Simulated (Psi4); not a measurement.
A ladder of methods for NH3 (ammonia)

NH3: 4 atoms, total charge 0, spin state singlet. SMILES: `N`. Geometry: optimised at PBE0/def2-TZVP.

Each level gives the dipole moment (D). The values are calculated.

**The experiment to reproduce.** NIST CCCBDB gives the dipole moment of the gas as 1.47 D.

| level | kind | program | value (D) | computed − measured | CPU time |
| --- | --- | --- | --- | --- | --- |
| PBE-D4/def2-TZVPP (density fitting) | GGA | Psi4 | 1.57 | +0.10 | 24 s |
| r2SCAN-D4/def2-TZVPP (density fitting) | meta-GGA | Psi4 | 1.59 | +0.12 | 43 s |
| B3LYP-D4/def2-TZVPP (density fitting) | global hybrid | Psi4 | 1.60 | +0.13 | 22 s |
| PBE0-D4/def2-TZVPP (density fitting) | global hybrid | Psi4 | 1.61 | +0.14 | 21 s |
| wB97M-V/def2-TZVPP (density fitting) | range-separated hybrid | Psi4 | 1.61 | +0.14 | 52 s |

Nearest: PBE-D4/def2-TZVPP (density fitting) (+0.10 D); farthest: wB97M-V/def2-TZVPP (density fitting) (+0.14 D). The measured dipole is a vibrational average, so differences of a few hundredths of a debye mean little. Computed less measured by kind, in D (def2-TZVPP rows): GGA +0.10; meta-GGA +0.12; global hybrid +0.13 to +0.14; range-separated hybrid +0.14. Magnitudes only. CPU times are rough (shared hosts, several kinds of processor): they show what a rung costs within a factor of a few.

All five functionals make ammonia too polar, by +0.10 to +0.14 D, and they differ from one another by much less than their common offset. This points to a shared cause rather than to the treatment of exchange. The likeliest is the basis set, which has no diffuse functions: the outer part of the nitrogen lone pair is poorly described, and dipoles of small hydrides with lone pairs typically come out too large as a result. The common geometry may add to the error, since a slightly too pyramidal molecule has a larger dipole.

The polarity itself comes from the pyramidal shape, in which the N–H bond dipoles and the lone pair reinforce each other along the threefold axis; in a planar molecule they would cancel by symmetry. PBE's position nearest to experiment is therefore no evidence of a better density, and probably reflects a partial cancellation of errors. Whether the order of the functionals would survive in a basis with diffuse functions remains open.
